\section*{Question}

I run proximity exposure of colour-filter resist on display glass, with a gap of about $100\,\mu\mathrm{m}$ between mask and resist. I want to set the dose so that a stripe prints at mask size. My reasoning was that the point right under a chrome edge sees half of the light, so the dose to size should be twice the threshold dose of the resist. A colleague says the intensity under the edge is a quarter, not a half. Where would the other quarter go, given that energy is conserved? How much does it matter in microns, and does it change the rule that the smallest feature goes as $\sqrt{\lambda g}$?

\section*{Answer}

Your colleague is right for well collimated light. The \emph{field} under the edge is half of the open-field value, so the intensity is a quarter. I first carry your argument through to its wrong answer, because it breaks in an instructive way, and then mend it.

\subsection*{Conventions and inputs}

The mask is a thin screen, opaque for $\xi<0$ and clear for $\xi>0$, lit by a monochromatic plane wave at normal incidence, with time factor $e^{-i\omega t}$. The resist surface lies at distance $g$, and $x>0$ is the side under the clear area. The field $U$ is divided by the field with no mask, so $I=|U|^2$ equals 1 in the open field. The one-dimensional Fresnel integral is
\begin{equation}
U(x)=\frac{1}{\sqrt{i\lambda g}}\int_0^\infty \exp\!\left[\frac{i\pi(\xi-x)^2}{\lambda g}\right]d\xi .
\end{equation}
Put $\ell=\sqrt{\lambda g/2}$, $v=x/\ell$ and $t=(\xi-x)/\ell$. With $\sqrt{2i}=1+i$ this becomes
\begin{equation}
U(v)=\frac{1}{1+i}\int_{-v}^{\infty}e^{i\pi t^2/2}\,dt ,
\qquad \int_0^\infty e^{i\pi t^2/2}\,dt=\frac{1+i}{2}.
\label{eq:U}
\end{equation}
The resist is an ideal threshold detector of negative tone: it stays wherever $E\,I(x)\ge E_0$, with $E$ the open-field dose.

All inputs are assumed, illustrative values: $\lambda=365$ nm (i-line), $g=100\,\mu\mathrm{m}$, an isolated clear stripe of width $W=60\,\mu\mathrm{m}$, and $E_0=25\ \mathrm{mJ/cm^2}$. Then $\lambda g=36.5\,\mu\mathrm{m}^2$, $\sqrt{\lambda g}=6.04\,\mu\mathrm{m}$ and $\ell=4.27\,\mu\mathrm{m}$. Every number below belongs to this model and not to a particular tool or resist.

\subsection*{The attempt (wrong: its result must not be used)}

\emph{Step 1.} Take the mask and its complement, clear for $\xi<0$. The complement is the mirror image, so it gives $I(-v)$ at the point $v$.

\emph{Step 2.} The two masks together pass all the light, so
\begin{equation}
I(v)+I(-v)=1 \quad\Rightarrow\quad I(0)=\tfrac12,\qquad U(0)=\tfrac{1}{\sqrt2},
\qquad\text{(wrong)}
\label{eq:bad}
\end{equation}
with $U(0)$ given the phase of the unobstructed wave.

\emph{Step 3.} The gradient needs no integral, since $v$ sits only in the limit of \eqref{eq:U}:
\begin{equation}
U'(v)=\frac{e^{i\pi v^2/2}}{1+i},\qquad U'(0)=\frac{1-i}{2}.
\label{eq:dU}
\end{equation}

\emph{Step 4.} For real $U(0)$ the log slope is
\begin{equation}
\left.\frac{d\ln I}{dv}\right|_0=2\,\mathrm{Re}\,\frac{U'(0)}{U(0)}=\frac{1}{U(0)} ,
\label{eq:ls}
\end{equation}
which the attempt evaluates as $\sqrt2$, or $\sqrt2/\ell=0.331\,\mu\mathrm{m}^{-1}$.

\emph{Step 5.} The edge prints at mask size when $E\,I(0)=E_0$, so $E=2E_0=50\ \mathrm{mJ/cm^2}$. A dose drift of 10\% moves each edge by $0.1/0.331=0.30\,\mu\mathrm{m}$.

The wrong answer is thus a dose of $50\ \mathrm{mJ/cm^2}$, zero bias at any gap, and a log slope of $0.331\,\mu\mathrm{m}^{-1}$.

\subsection*{The symptom}

The attempt contradicts itself. Integrate its own gradient \eqref{eq:dU} outward from its own starting value. Each half line contributes $\frac{1}{1+i}\cdot\frac{1+i}{2}=\frac12$, so
\begin{equation}
U(\pm\infty)=U(0)\pm\tfrac12 .
\label{eq:ends}
\end{equation}
With $U(0)=1/\sqrt2$ the ends are $1.207$ and $0.207$. The open field then has intensity $1.457$ instead of 1, and the resist far under the chrome receives $0.043$ through a perfectly opaque screen. No choice of phase for $U(0)$ rescues this, because $U(+\infty)=1$ and $U(-\infty)=0$ each force $U(0)=\frac12$.

A second symptom concerns the sum rule itself. For large $v>0$ one integration by parts gives $\int_v^\infty e^{i\pi t^2/2}dt\simeq i\,e^{i\pi v^2/2}/(\pi v)$, and therefore
\begin{equation}
I(v)\simeq 1+\frac{\sqrt2}{\pi v}\sin\!\left(\frac{\pi v^2}{2}-\frac{\pi}{4}\right),
\qquad I(-v)\simeq\frac{1}{2\pi^2v^2}.
\label{eq:asym}
\end{equation}
The lit side rings above 1. If \eqref{eq:bad} held, every bright fringe would face a \emph{negative} intensity in the shadow. The real shadow is positive, has no fringes, and falls as $v^{-2}$ while the ringing falls as $v^{-1}$.

In a process the symptom would be stripes that print narrow at the predicted dose, with a deficit that grows as the gap is opened.

\subsection*{The faulty line}

The faulty line is Step 2. Babinet's principle follows from the linearity of the diffraction integral, and that integral is linear in the field. The correct statement is
\begin{equation}
U(v)+U(-v)=1\quad\Rightarrow\quad U(0)=\tfrac12,\qquad I(0)=\tfrac14 .
\end{equation}
Squaring it gives $I(v)+I(-v)+2\,\mathrm{Re}[U(v)U^*(-v)]=1$. At $v=0$ this reads $\frac14+\frac14+\frac12=1$. The term dropped in Step 2 is the interference between light from the two half planes, and at the edge it is as large as the two terms that were kept. Steps 1 and 3 and the formula in Step 4 are sound.

\subsection*{The mended calculation}

Define $C(v)=\int_0^v\cos(\pi t^2/2)\,dt$ and $S(v)=\int_0^v\sin(\pi t^2/2)\,dt$, both odd and both tending to $\frac12$. Split \eqref{eq:U} at $t=0$ and use that the integrand is even:
\begin{equation}
U(v)=\frac{\left(C+\frac12\right)+i\left(S+\frac12\right)}{1+i},
\qquad
I(v)=\tfrac12\left[\left(C+\tfrac12\right)^2+\left(S+\tfrac12\right)^2\right].
\label{eq:I}
\end{equation}
At $v=0$ this is $\frac12(\frac14+\frac14)=\frac14$. With $\phi=\pi v^2/2$ the slope is
\begin{equation}
I'(v)=\left(C+\tfrac12\right)\cos\phi+\left(S+\tfrac12\right)\sin\phi ,
\end{equation}
so $I'(0)=\frac12$ and
\begin{equation}
\left.\frac{d\ln I}{dx}\right|_{0}=\frac{2}{\ell}=2\sqrt{\frac{2}{\lambda g}}=0.468\,\mu\mathrm{m}^{-1},
\end{equation}
as \eqref{eq:ls} also gives with $U(0)=\frac12$. The first zero of $I'$ on the lit side is at $v=1.217$, which is $x=5.20\,\mu\mathrm{m}$, and there $I=1.370$. The asymptotic form \eqref{eq:asym} already comes close, since its sine peaks at $\phi=3\pi/4$, $v=1.225$, where it gives $1.37$. At the mirror point the intensity is $I(-1.217)=0.030$, where \eqref{eq:bad} would demand $-0.370$.

\emph{Where the energy goes.} From \eqref{eq:I} the true sum rule is
\begin{equation}
I(v)+I(-v)=\tfrac12+C^2+S^2 ,
\label{eq:sum}
\end{equation}
which is $\frac12$ at the edge, $1.40$ at the first maximum, and tends to 1 far away. Energy is conserved in the integral over $x$ and not point by point. The function
\begin{equation}
G(v)=vI-\frac1\pi\left[\left(C+\tfrac12\right)\sin\phi-\left(S+\tfrac12\right)\cos\phi\right]
\label{eq:G}
\end{equation}
obeys $G'=I$, because the derivative of the bracket is $\pi vI'$ and cancels the term $vI'$. It vanishes at $v\to-\infty$ and has $G(0)=1/2\pi$. The light spilled into the shadow is therefore $1/2\pi=0.159$ in units of $v$, which equals a strip of open-field light $0.68\,\mu\mathrm{m}$ wide. On the lit side $\int_0^V(I-1)\,dv=G(V)-V-1/2\pi$. For large $V$ the oscillating terms of order one in $VI$ and in the bracket cancel, so $G(V)-V\to0$. The lit side has lost exactly $1/2\pi$. The shortfall of the sum \eqref{eq:sum} near the edge is made up where that sum exceeds 1, chiefly around the first bright fringe.

\emph{Dose to size.} $E=E_0/I(0)=4E_0=100\ \mathrm{mJ/cm^2}$. A 10\% dose drift moves each edge by $0.1/0.468=0.21\,\mu\mathrm{m}$. Since $v=0$ maps to $x=0$ for every $\lambda$ and $g$, this dose holds an isolated edge at mask position whatever the gap. A broadband lamp does not alter the quarter either, because each wavelength has $I(0)=\frac14$ and different wavelengths add in intensity.

\subsection*{Resolution scaling}

For a clear slit of width $W$ the limits of the integral become finite. The image then depends only on $x/\ell$ and on $W/\ell=\sqrt{2N}$, where I define the Fresnel number with the full width, $N=W^2/(\lambda g)$. The definition with the half width is four times smaller, so ``Fresnel number near 1'' fixes $W$ only up to such a factor. The same split as above gives
\begin{equation}
I_{\rm centre}=2\left[C^2+S^2\right]_{v=W/2\ell},\qquad
I_{\rm edge}=\tfrac12\left[C^2+S^2\right]_{v=W/\ell}.
\end{equation}
For $W\gg\ell$ these tend to 1 and $\frac14$. For $W\ll\ell$, $C\simeq v$ and $S\simeq0$, so both tend to $N$ and the image has lost all trace of where the edges were.

\begin{center}
\begin{tabular}{ccccc}
$N$ & $W$ ($\mu$m) & $I_{\rm centre}$ & $I_{\rm edge}$ & ratio edge/centre\\ \hline
4 & 12.08 & 1.58 & 0.20 & 0.13\\
1 & 6.04 & 0.95 & 0.39 & 0.42\\
1/4 & 3.02 & 0.25 & 0.24 & 0.95
\end{tabular}
\end{center}

The contrast between centre and edge collapses between $N=1$ and $N=\frac14$. The same crossover follows from setting the diffraction spread $\lambda g/W$ equal to $W$. Any dimensionless criterion on the image picks out some value of $N$, hence
\begin{equation}
W_{\min}=k\sqrt{\lambda g},
\end{equation}
with $k$ of order one and set by the resist and the tolerance. The scale is about $6\,\mu\mathrm{m}$ here. Halving $W_{\min}$ needs a gap four times smaller. The slip leaves this scaling alone, since it comes from the change of variable before \eqref{eq:U}. The slip spoils the coefficients: dose, bias and slope. The table also shows that $I_{\rm edge}=\frac14$ belongs to an isolated edge, so features near $\sqrt{\lambda g}$ do not come to size at $4E_0$.

\subsection*{Size of the error, perfectly collimated light}

The attempt has the dose to size too low by a factor of 2 and the log slope too low by a factor of $\sqrt2$, that is by 29\%. If you expose at $2E_0$, the edge prints where $I(v)=\frac12$. The root of \eqref{eq:I} is $v=0.354$, so
\begin{equation}
x=0.354\,\ell=1.51\,\mu\mathrm{m}
\end{equation}
inside the clear area. The negative-tone stripe loses this at both edges, $3.0\,\mu\mathrm{m}$ or 5\% of $60\,\mu\mathrm{m}$. The log slope at that point is $1.88/\ell=0.439\,\mu\mathrm{m}^{-1}$. The bias goes as $\sqrt{g}$. It is $2.14\,\mu\mathrm{m}$ per edge at a gap of $200\,\mu\mathrm{m}$, and an assumed gap variation of $\pm10\,\mu\mathrm{m}$ across the plate gives $\pm x\,\delta g/2g=\pm0.076\,\mu\mathrm{m}$ per edge, where the attempt promised none.

The same numbers carry over to a mask aligner that prints wiring on a silicon wafer. With an assumed gap of $20\,\mu\mathrm{m}$ at the same wavelength, $\ell=1.91\,\mu\mathrm{m}$, $\sqrt{\lambda g}=2.70\,\mu\mathrm{m}$, and the slip costs $0.68\,\mu\mathrm{m}$ per edge. In a positive resist the openings print narrow by twice this amount.

\subsection*{The neglected term that matters: collimation angle}

A lamp is an extended source, and at this gap that is no small correction. A plane wave tilted by a small angle $\theta$ multiplies the integrand by $e^{2\pi i\theta\xi/\lambda}$. Completing the square,
\begin{equation}
\frac{\pi(\xi-x)^2}{\lambda g}+\frac{2\pi\theta\xi}{\lambda}
=\frac{\pi(\xi-x+g\theta)^2}{\lambda g}+\frac{2\pi\theta x}{\lambda}-\frac{\pi g\theta^2}{\lambda},
\end{equation}
shows that the image is only shifted, to $I(x-g\theta)$. Different source points are mutually incoherent, so here intensities do add. Let $\theta$, measured across the edge, be uniform over $\pm\theta_c$, and put $a=g\theta_c/\ell$. Then
\begin{equation}
\bar I(v)=\frac{G(v+a)-G(v-a)}{2a},
\end{equation}
and at the edge, with $C$, $S$ and $\phi$ evaluated at $a$,
\begin{equation}
\bar I(0)=\frac14+\frac{C^2+S^2}{2}-\frac{C\sin\phi-S\cos\phi}{\pi a},
\qquad \bar I'(0)=\frac{C+S}{2a}.
\end{equation}
For small $a$, $\bar I(0)\simeq\frac14+a^2/6$. For $a\gg1$ it tends to $\frac12$. Your half is therefore the penumbra limit $g\theta_c\gg\ell$, where the geometric blur of the source swamps diffraction.

For an assumed $\theta_c=2^\circ$, $g\theta_c=3.49\,\mu\mathrm{m}$ and $a=0.817$, with $C=0.732$ and $S=0.264$. This gives $\bar I(0)=0.357$, $\bar I'(0)=0.609$, a log slope of $1.71/\ell$ and a dose to size of $2.80\,E_0$. The root of $\bar I=\frac12$ moves to $v=0.211$.

\begin{center}
\begin{tabular}{lccc}
 & attempt (wrong) & collimated & $\theta_c=2^\circ$\\ \hline
intensity at the edge & 0.5 & 0.25 & 0.357\\
dose to size ($\mathrm{mJ/cm^2}$) & 50 & 100 & 70\\
log slope at the edge ($\mu\mathrm{m}^{-1}$) & 0.331 & 0.468 & 0.400\\
edge shift at $50\ \mathrm{mJ/cm^2}$ ($\mu$m) & 0 & 1.51 & 0.90
\end{tabular}
\end{center}

With this source the attempt underdoses by 29\% and the stripe prints $1.8\,\mu\mathrm{m}$ narrow, 3\% of its width. Because $a\propto\sqrt g$, the dose to size now drifts down as the gap opens, and the exact independence of gap is lost. A round source of the same half angle puts less weight at the extreme tilts across the edge and lies between the last two columns.

\subsection*{The smaller neglected terms}

\emph{The far edge of the stripe.} It lies at $V=W/\ell=14.0$ and adds a field of magnitude $1/(\sqrt2\pi V)=0.016$, by the integration by parts used above. At $U=\frac12$ this changes $I$ by at most $2\cdot\frac12\cdot0.016$, and dividing by $I'(0)=\frac12$ gives an edge shift of at most $0.14\,\mu\mathrm{m}$. That is why the width errors carry two figures only. The phase of this term turns by $\pi V=44$ rad per unit of $v$, so the angular spread of the lamp averages it away.

\emph{The Fresnel approximation.} The first dropped phase is $\pi\rho^4/(4\lambda g^3)$ for lateral distance $\rho$ from an edge. It is $1.6\times10^{-3}$ rad at the first maximum and $0.046$ rad across the widest slit of the first table. It is $28$ rad for the far edge of the stripe, so only the size of that ripple can be trusted, not its phase.

\emph{The scalar thin-screen model.} Sommerfeld's exact solution for a perfectly conducting half plane adds, on the shadow boundary at normal incidence, a field of magnitude $\sqrt{\lambda/g}/4\pi=0.005$, with opposite sign for the two polarisations. It cancels to first order in unpolarised light.

\emph{The resist.} An assumed film thickness of $2\,\mu\mathrm{m}$ lengthens the path by at most 2\%, and $\ell$ by at most 1\%. Absorption by the pigment, development and bake flow lie outside a threshold model and add a bias of their own, which has to be found on the process.

In this model, then, the dose to size for your gap is $4E_0$ with perfectly collimated light and $2.8E_0$ with a uniform $\pm2^\circ$ spread, and exposing at $2E_0$ pulls each edge in by $1.5$ or $0.9\,\mu\mathrm{m}$ respectively.